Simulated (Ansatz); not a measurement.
## Ligand exchange: C2H3F3 + InH(NH2)2 → C2H4F3N + InH2(NH2)

Gas-phase species: C2H3F3 (1,1,1-trifluoroethane) `CC(F)(F)F`, singlet; InH(NH2)2, singlet; C2H4F3N (2,2,2-trifluoroethylamine) `NCC(F)(F)F`, singlet; InH2(NH2), singlet. The partners trade H for NH2: C–H and In–NH2 bonds give way to C–NH2 and In–H.

Shapes, held fixed at every level: PBE0-D4/def2-TZVP. Flexible molecules stand in one conformer, not always the lowest. Programs: Ansatz 0.2.0. The zero-point and thermal change to 298 K, harmonic and unscaled (PBE0-D4/def2-TZVP), is -4.2 kJ/mol.

```csv
level,kind,ΔH(298 K) (kJ/mol),less CCSD(T)/def2-TZVPP
SPW92/def2-TZVPP,LDA,+70.5,-16.3
wB97M-V/def2-TZVPP,range-separated hybrid,+81.2,-5.6
wB97X-V/def2-TZVPP,range-separated hybrid,+80.2,-6.6
MP2/def2-SVP,perturbation theory,+74.6,-12.2
MP2/def2-TZVPP,perturbation theory,+95.9,+9.1
CCSD/def2-TZVPP,coupled cluster or CI,+85.3,-1.5
CCSD(T)/def2-TZVPP,coupled cluster or CI,+86.8,0.0
```

The highest level, CCSD(T)/def2-TZVPP, gives ΔH(298 K) = +86.8 kJ/mol; the levels span +70.5 to +95.9. The column of differences is taken from that level and isn't an error. No measured value is set beside it here. For atoms past krypton def2 sets carry core potentials with scalar relativity. Outer-core shells of In are correlated, in sets that cover them unevenly.

Transfer of the amido group from indium to carbon is clearly uphill: every level gives an endothermic exchange, with +86.8 kJ/mol at CCSD(T). The main reason is probably bond polarity. Nitrogen is much more electronegative than indium, so the In–N bond gains strongly from ionic character, helped by some lone-pair donation into the formally empty indium p orbital. The In–H bond that replaces it has little of either. On the carbon side, a strong C–H bond gives way to a typically weaker C–N bond, so both halves of the exchange work against the products. The amido group left on indium no longer shares the acceptor orbital with a second one, which may recover a little of the loss.

The sign is therefore secure, the magnitude less so. CCSD lies only 1.5 kJ/mol below CCSD(T), so triple excitations matter little here, whereas MP2 rises from +74.6 to +95.9 kJ/mol on enlarging the basis. The close coupled-cluster agreement thus doesn't establish convergence with basis size.
